Why does the C≡N bond of this small thiadiazole, which has the highest electron density of the eight bonds, carry a positive laplacian? A positive laplacian can be read as the mark of a closed-shell contact, such as an ionic bond, and a negative one as the mark of a shared, covalent bond. By that reading the nitrile group would be less covalent than the C–S bond at the bottom of the table. The reading fails because the laplacian also records where along the bond the density is sampled.

QTAIM bond critical points of 3-fluoro-1,2,4-thiadiazole-5-carbonitrile (neutral singlet, gas phase), calculated with PySCF 2.14.0 at the B3LYP/6-31+G(d) level on a GFN2-xTB geometry. The atoms are numbered 1 N and 2 C (nitrile group), 3 C, 4 N, 5 C, 6 F, 7 N and 8 S.

```
row  density (a.u.)  first atom  second atom  laplacian (a.u.)  ellipticity  energy density (a.u.)
  1           0.475       1.000        2.000             0.727        0.028                 -0.833
  2           0.368       3.000        4.000            -0.866        0.211                 -0.633
  3           0.367       5.000        7.000            -0.926        0.400                 -0.633
  4           0.357       4.000        5.000            -1.192        0.261                 -0.593
  5           0.303       2.000        3.000            -0.893        0.078                 -0.307
  6           0.286       5.000        6.000             0.162        0.071                 -0.419
  7           0.237       7.000        8.000             0.072        0.301                 -0.291
  8           0.204       3.000        8.000            -0.371        0.273                 -0.162
```

The density is taken at the bond critical point, the place on the path between two bonded atoms where the density is lowest along the path and highest across it. The laplacian is the sum of the three curvatures of the density there. The energy density is the sum of a positive kinetic and a negative potential part. It is negative in every row, which by this local criterion speaks for electron sharing in all eight bonds. Yet the laplacian is positive in three of them: C≡N (row 1), C–F (row 6) and N–S (row 7).

## Two curvatures against one

At a bond critical point the two curvatures across the bond are negative and the one along it is positive. The sign of the laplacian is the outcome of that contest. Ellipticity tells how unequal the two transverse curvatures are. It is close to zero for C≡N, whose two π components lie at right angles and make the density nearly round about the axis.

The transverse part follows a simple rule. Suppose that the density falls off sideways as a Gaussian, ρ·exp[−(x² + y²)/(2w²)], where ρ is the density at the critical point, x and y are the distances from the axis, and w is the width. Each transverse curvature on the axis is then −ρ/w², and the two together give −2ρ/w². If w is the same for different bonds, the transverse part is proportional to the density.

One constant, fitted to the six bonds between carbon, nitrogen and fluorine, gives 2/w² = 4.12, so w = √(2/4.12) ≈ 0.70 bohr. For C≡N, which was part of the fit, the rule gives a transverse part of 4.12 × 0.475 ≈ 1.96 a.u.; the calculation has 1.94. The largest miss among the six is C–F, where the rule falls short by about 7% of the calculated value.

The two sulfur bonds were kept out of the fit because sulfur's valence electrons lie in the third shell, which is more spread out. The rule does fail there: it overestimates the transverse part by 64% for N–S and by 43% for C–S. A wider profile is less sharply curved at the same density.

So a high density by itself pushes the laplacian down. C≡N has the strongest negative contribution in the table and still ends up positive, because its curvature along the bond is larger still, 2.67 a.u. This last number was obtained by taking the transverse part away from the laplacian. It shows where the positive sign sits, but not yet why.

## The point slides towards carbon

Nitrogen is more electronegative than carbon and holds a larger share of the space between the two nuclei. The minimum of the density along the path therefore lies on the carbon side. In the four C–N bonds it sits about a third of the way from carbon to nitrogen. When the bond is short, a third of the way is very close to the carbon nucleus: 0.38 Å in C≡N, against 0.47 Å in the longest ring C–N bond (row 4).

An isolated carbon atom shows why this matters. Going outwards from its nucleus, the density of the 1s core plunges and then levels off into the valence shell. Where the plunge gives way to the gentler slope, the radial curvature is large and positive, and so is the laplacian. Further out, inside the valence shell, the laplacian is negative. The comparison holds only for this inner flank: in the molecule the neighbour adds its own density, and the atom is no longer round.

The critical point of C≡N has moved towards that inner flank, while those of the ring C–N bonds lie further out. From row 4 to row 1 the curvature along the bond grows by 2.35 a.u., whereas the transverse part grows by only 0.44 a.u. The laplacian accordingly rises by 1.92 a.u. although the bond has become shorter and denser. The numbers show both the shift of the point and the growth of the curvature; the link between them through the shell structure of carbon is argued from theory and not tested here.

## Fluorine and sulfur

C–F shows that the distance to carbon is not the whole story. The bond is as long as the ring C–N bond of row 3, and its critical point is almost equally far from carbon. Still, its curvature along the bond is 1.43 a.u. instead of 0.58. A likely reason is the partner: fluorine holds its electrons more tightly than nitrogen, so its density climbs more steeply away from the critical point and makes the valley between the atoms sharper.

C–F also has 22% less density than this equally long C–N bond. The build-up column of the printed analysis, which compares the molecule with overlaid free atoms, shows where the gap arises: bonding adds only 0.09 e/Å³ at the C–F point, against 0.60 e/Å³ at the C–N point. This makes up about nine tenths of the gap; the free atoms alone would give nearly equal densities. Missing π bonding cannot be the direct reason: the molecule is flat, and its π orbitals have no density in the molecular plane, where the critical points lie. More probably the σ electrons of C–F are drawn towards fluorine. The reference may play a part too. A round free fluorine atom has on average 5/3 electrons in the p orbital that points at carbon, more than the one it brings to the bond. A valley that bonding fills so little may also stay sharper. Lower density also weakens the transverse part, so both changes push the laplacian upwards.

The sulfur bonds give the cleanest comparison. Their transverse parts are equal to within 0.01 a.u., so nearly the whole difference between their laplacians, 0.44 a.u., comes from the curvature along the bond. Carbon and sulfur have similar electronegativities, and the C–S point lies near the middle, well out in the valence region of both atoms. Nitrogen pushes the N–S point to 0.62 Å from sulfur, closer to the inner flank of sulfur's valence shell.

The positive sign of N–S needs caution, because its laplacian is only 0.07 a.u. The tight-binding geometry probably makes N–S a few hundredths of an ångström too short and C–S somewhat too long. That would exaggerate the difference in density between the two bonds, and it could matter for a laplacian so near zero. The modest basis set is a further source of doubt, for C≡N and C–F as well: close to a core the laplacian changes steeply with position, so a larger basis may shift these values.

## Why the energy density does not change sign

The local virial relation connects the two measures. With G for the kinetic and V for the potential energy density, one quarter of the laplacian equals 2G + V, while the energy density is G + V. The energy density is negative as soon as the size of V exceeds G; the laplacian turns negative only when it exceeds 2G. Between these limits a bond has a negative energy density and a positive laplacian.

The three odd rows lie in that window, with ratios of potential to kinetic part from 1.8 to 1.9. The relation is an identity and gives no cause, but the position of the point gives part of one. Near a core the electrons feel a deep potential, and their orbitals vary steeply, which raises the kinetic part as well. This probably also lies behind another irregularity: C–F has a more negative energy density than C–C, −0.42 against −0.31 a.u., although its density is slightly lower. Its critical point lies much closer to a carbon nucleus. The potential part is deeper there by 0.49 a.u., while the kinetic part is higher by only 0.38 a.u.

## What to do with such a table

Compare densities within one pair of elements first. Among the four C–N bonds the density falls by about 14% for each 0.1 Å of extra length, because the atomic densities overlap less and because bonding adds more density in the short triple bond than in the ring bonds. That figure rests on one short bond and three of nearly equal length, so it describes these bonds and is no general law. The two ring bonds in rows 2 and 3 are too alike to be ranked.

Do not sort polar bonds into shared and closed-shell by the sign of the laplacian alone. Look at the energy density as well, and find out how far the critical point lies from the less electronegative atom. A point close to that atom's core favours a positive laplacian even in a covalent bond. In C–C and C–S the point lies near the middle, in the valence region of both atoms, and the laplacian is negative. That is no general rule: F–F has its point exactly in the middle and is known for a positive laplacian. If the value is close to zero, as for N–S, repeat the analysis at a better geometry and with a larger basis before giving the sign a meaning.

The printed analysis below lists the curvatures, distances and fits for each bond.

Printed output of the fit:

```
fit of squeeze on 6 rows (light > 0): coefficient of density 4.116 +/- 0.059; rms 0.0485, worst 6 -0.091, leave-one-out rms 0.0551
  rows outside the fit (model, value, miss): 7 0.9755, 0.5951, 0.38; 8 0.8397, 0.5889, 0.251
fit of lnrho on 4 rows (cn > 0): constant 1.033 +/- 0.085, coefficient of len -1.554 +/- 0.067; rms 0.00706, worst 4 -0.0101, leave-one-out rms 0.051
  rows outside the fit (model, value, miss): 5 -1.143, -1.194, 0.0514; 6 -0.9997, -1.252, 0.252; 7 -1.472, -1.44, -0.0324; 8 -1.696, -1.59, -0.106
Parts of the laplacian (a.u.; distances in angstrom; build-up in e/A^3):
  row  length  to nearer nucleus  across (size)   along  across/density  potential/kinetic  density by C-N length rule  build-up
    1   1.145             0.3847          1.938   2.665           4.081              1.821                      0.4741     0.884
    2   1.302             0.4463          1.484  0.6176           4.032               2.52                      0.3714     0.589
    3   1.308             0.4459          1.508  0.5821           4.109              2.577                       0.368     0.599
    4   1.334             0.4728          1.503  0.3111            4.21               3.01                      0.3534       0.6
    5     1.4             0.6665          1.189  0.2957           3.923              4.666                       0.319     0.588
    6   1.308             0.4372          1.268    1.43           4.434              1.912                       0.368     0.093
    7   1.612             0.6166         0.5951  0.6671           2.511              1.942                      0.2294     0.106
    8   1.756             0.8633         0.5889  0.2179           2.887              3.339                      0.1834     0.316
Row 4 to row 1, change of laplacian (a.u.): 1.919
Row 4 to row 1, change of curvature along the bond (a.u.): 2.354
Row 4 to row 1, change of size of curvature across (a.u.): 0.4353
Row 3 to row 6, change of laplacian (a.u.): 1.088
Row 3 to row 6, change of curvature along the bond (a.u.): 0.8481
Row 3 to row 6, change of size of curvature across (a.u.): -0.2399
Row 8 to row 7, change of laplacian (a.u.): 0.443
Row 8 to row 7, change of curvature along the bond (a.u.): 0.4492
Row 8 to row 7, change of size of curvature across (a.u.): 0.006196
C-F density below that of the equally long C-N bond of row 3 (percent): 22.07
```
